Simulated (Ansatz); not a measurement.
Abstraction of Cl: CH7ClSi2 + CHBrCl → SiH2(CH3)(SiH2) + CHBrCl2

Species: CH7ClSi2 `C[SiH2][SiH2]Cl`, singlet; CHBrCl `Cl[CH]Br`, doublet; SiH2(CH3)(SiH2), doublet; CHBrCl2 (bromodichloromethane) `ClC(Cl)Br`, singlet. A radical takes Cl: the energy is the difference in strength between the Si–Cl bond broken and the C–Cl bond made.

Shapes, held fixed at every level: PBE0-D4/def2-TZVP. Flexible molecules stand in one conformer, not always the lowest. Programs: Ansatz 0.2.0. Electronic energies: no zero-point or thermal term.

```csv
level,kind,ΔE (kJ/mol),less CCSD(T)/def2-TZVPP,CPU time (sum over the molecules)
MP2/def2-TZVPP,perturbation theory,+118.2,-9.1,–
HF/def2-TZVPP,Hartree–Fock,+164.6,+37.3,–
PBE-D4/def2-TZVPP,GGA,+119.9,-7.4,29 s
r2SCAN-D4/def2-TZVPP,meta-GGA,+135.4,+8.1,59 s
wB97M-V/def2-TZVPP,range-separated hybrid,+133.8,+6.5,2.3 min
wB97X-V/def2-TZVPP,range-separated hybrid,+137.9,+10.6,97 s
CCSD(T)/def2-TZVPP,coupled cluster or CI,+127.3,0.0,15 min
```

The highest level, CCSD(T)/def2-TZVPP, gives ΔE = +127.3 kJ/mol; the levels span +118.2 to +164.6. The column of differences is taken from that level and isn't an error. No measured value is set beside it here. Open shells run unrestricted. Relativity is left out for Br. Outer-core shells of Br are correlated in most correlated rows, in sets that cover them unevenly. Times are processor times on shared x86 and Arm servers, and rough.

Chlorine transfer from silicon to the bromochloromethyl radical is strongly uphill at every level, with ΔE = +127.3 kJ/mol from coupled cluster. The Si–Cl bond broken is far stronger than the C–Cl bond made: silicon is much more electropositive than carbon, so its bond to chlorine is more polar and gains more ionic stabilisation. Halogen lone pairs also delocalise into the singly occupied orbital of the carbon radical, which probably weakens the new C–Cl bond further.

Hartree–Fock exaggerates the cost by 37.3 kJ/mol, so correlation favours the products, plausibly through the more covalent C–Cl bond and the three halogens crowded on one carbon. The density functionals fall on both sides of coupled cluster, and r2SCAN-D4 lies between the two hybrids, so exact exchange alone doesn't order them.

The sign is secure, and it makes the reverse reaction, chlorine abstraction by the silyl radical, the downhill one. Whether that radical would take bromine from bromodichloromethane instead isn't tested.
